**Q.** I'd like to use c/a, the ratio of the long to the short cell edge, as a gauge of how far anatase-type SnO₂ is stretched. Is that safe?

Ansatz 0.2.0, r2SCAN with PAW and plane waves to 500 eV, 10×10×10 k mesh: anatase-type SnO₂ (I4₁/amd), without spin polarisation, cell shape and atoms relaxed at each fixed volume. c/a is that of the conventional cell, energies are relative to the elements' standard crystals or gases in the same functional, and positive pressure means compression.

| volume (relaxed cell) (Å³/atom) | c/a (relaxed cell) | shortest distance (relaxed cell) (Å) | energy over elements (eV/atom) | pressure (GPa) |
| --- | --- | --- | --- | --- |
| 11.968 | 2.4166 | 1.980 | -1.663 | 25.480 |
| 12.375 | 2.4673 | 1.996 | -1.718 | 18.110 |
| 12.784 | 2.5066 | 2.014 | -1.756 | 11.370 |
| 13.191 | 2.5324 | 2.034 | -1.777 | 5.310 |
| 14.008 | 2.5625 | 2.076 | -1.777 | -4.560 |
| 14.415 | 2.5665 | 2.098 | -1.761 | -8.440 |
| 14.959 | 2.5616 | 2.106 | -1.725 | -12.620 |

**A.** Only for volumes below about 14.008 Å³/atom, and only if the cell is pressed or pulled equally in all directions, as in these rows. The ratio rises in every step up to 14.415 Å³/atom and then turns down, so that the rows at 14.008 and 14.959 Å³/atom have nearly the same ratio. A measured c/a in that region would fit two volumes. The pressure, by contrast, falls throughout and passes through zero near 13.6 Å³/atom, so the rows beyond that point are under tension.

**Q.** Why does the cell grow mostly along c?

**A.** Each tin atom has two apical bonds to oxygen, parallel to c, and four equatorial bonds that lean out of the flat plane. The next tin layer lies one apical bond plus one lean height above the last, and four such layers make up c. From the first row to the last, c grows by 1.13 Å, and 0.79 Å of this comes from the lean height. The cell thus lengthens mainly because bonds tilt, and only to a smaller part because they stretch. Tilting also takes length away from a, which grows by only 5.6% while c grows by 12%.

**Q.** The table gives only one distance. How do you know both bonds?

**A.** The symmetry of the cell ties them together: volume, c/a and the shorter bond fix the longer one. Which bond is the shorter I infer from continuity. Both lengths run smoothly if the equatorial bond is the shorter up to 14.008 Å³/atom. At 14.415 Å³/atom the two are too close for the rounded table to tell them apart, and I count the equatorial one as the shorter there too. If the apical bond were the shorter in every row, its growth would drop suddenly from 0.022 Å to 0.008 Å in the last step. If the equatorial bond were still the shorter at 14.959 Å³/atom, the apical bond would have to jump from 2.10 to 2.21 Å in one step, so there the apical bond must be the shorter.

**Q.** And what makes the bonds tilt?

**A.** Neighbouring octahedra share edges, and a shared edge is a pair of oxygen atoms. Together with a tin atom it forms a triangle whose other two sides are an apical and an equatorial bond. Over the whole series this edge varies by only 0.03 Å, while the unshared edges grow by 0.26 and 0.29 Å. The two bonds are nearly equal in length, so if both lengthen and the third side does not, the angle between them closes. The equatorial bond is then drawn up towards the apical one, and the layers move apart.

**Q.** Why should that one edge hardly change?

**A.** A likely explanation is electrostatic. The two tin ions facing each other across the edge repel, and the oxygen pair between them screens this repulsion best when it is close together. The oxygen atoms repel each other too, which stops the pair from closing further. The calculation shows the nearly constant edge, but it does not separate these forces.

**Q.** Can you get a number from the triangle?

**A.** Keep the edge at its length in the most compressed row, 2.578 Å, and take the bonds at 14.415 Å³/atom, 2.100 Å apical and 2.098 Å equatorial.

- Cosine of the angle at tin: (2.100² + 2.098² − 2.578²)/(2 × 2.100 × 2.098) = 0.246
- Lean height: 2.098 × 0.246 = 0.516 Å
- Long edge: c = 4 × (2.100 + 0.516) = 10.464 Å
- Short edge: a = 2 × √(2.098² − 0.516²) = 4.067 Å

This gives c/a = 2.573, against 2.567 in the table and 2.417 in the first row. The bond lengths come from the calculated cell, so the estimate tests only whether a constant edge accounts for the tilt. This row is also one of the better ones: elsewhere the miss reaches 0.027, nearly a fifth of the whole rise. The output below lists the estimate for each row.

**Q.** Does it give the downturn as well?

**A.** No, its c/a goes on rising, although it uses the same bond lengths. What it misses is that the shared edge has been growing since 13.191 Å³/atom, so the bonds tilt less than a fixed edge would demand. The apical bond, meanwhile, falls further and further behind. In the first step of the table it gains as much as the equatorial bond, from 13.191 to 14.008 Å³/atom a little over half as much, and in the last step only about 0.006 Å against 0.031 Å. A growing share of the stretch thus goes into the width of the cell. The rise of c/a slows from row to row, until in the last step a grows by 1.3% but c by only 1.1%. The shortest distance is rounded to 0.001 Å, so such small changes in the edge and the apical bond are rough. Why the edge gives way and the apical bond lags is left open here. The calculation also kept the symmetry of the cell, so it does not tell whether a crystal under such tension would distort instead.

**Q.** The shortest distance nearly stalls in that same step. Have the bonds become stiff?

**A.** No, the column has changed from one bond to the other. It follows the equatorial bond until the two lengths cross, and then the slow apical one. The crystal as a whole becomes softer: its bulk modulus, the resistance to a change of volume, falls from about 220 GPa at the compressed end to 113 GPa at the stretched end. This fits a repulsion between atoms that fades as they move apart.

**Q.** Would rutile, the stable form of SnO₂, behave in the same way?

**A.** Rutile is known to do the opposite: a is its softer direction. Its edge-sharing octahedra form straight chains along c, in which tin ions face each other across the shared edges and resist being pushed together. The table holds no rutile cell, so this comparison isn't tested here.

Printed output of the fit:

```
Geometry in angstrom and degrees:
     row      a      c  apical  equatorial  offset z  Sn-O-Sn angle  shared O-O edge  c/a for rigid edge
  11.968  3.902  9.431   2.021        1.98    0.3365          160.4            2.578               2.417
  12.375  3.919  9.669   2.037       1.996    0.3801            158            2.566               2.449
  12.784  3.941  9.878   2.053       2.014    0.4167          156.1            2.561                2.48
  13.191  3.969  10.05   2.066       2.034    0.4468          154.6            2.561               2.505
  14.008  4.033  10.33    2.09       2.076    0.4934          152.5            2.572               2.553
  14.415   4.07  10.44     2.1       2.098    0.5111          151.8            2.582               2.573
  14.959  4.123  10.56   2.106       2.129    0.5342          150.9            2.592               2.585
Change from the row before in angstrom, and bulk modulus between the rows in GPa:
     row  shortest    apical  equatorial  offset z  bulk modulus
  12.375     0.016   0.01598       0.016   0.04368         220.4
  12.784     0.018   0.01563       0.018   0.03659         207.3
  13.191      0.02   0.01297        0.02   0.03006         193.4
  14.008     0.042   0.02449       0.042   0.04662         164.3
  14.415     0.022  0.009829       0.022   0.01767         135.5
  14.959     0.008  0.005918     0.03149   0.02316         112.9
Volume at zero pressure by linear interpolation, A^3/atom: 13.63
Energy of the most compressed row above the lowest row, eV/atom: 0.114
Growth of a from first to last row, percent: 5.647
Growth of c from first to last row, percent: 11.99
Growth of c from first to last row, A: 1.13
Part of it from the offset z, A: 0.7911
Growth of a in the last step, percent: 1.307
Growth of c in the last step, percent: 1.114
Apical bond in the last row if the equatorial one were still shortest, A: 2.209
Shift of the first-row apical bond if the shortest distance is 0.0005 A longer, A: -0.00293
Spread of the shared O-O edge over all rows, A: 0.03128
Same spread if the apical bond were shortest in every row, A: 0.08001
Growth of the unshared equatorial O-O edge, A: 0.2646
Growth of the unshared apical-equatorial O-O edge, A: 0.2893
Largest miss of c/a for a rigid shared edge: 0.02703
```
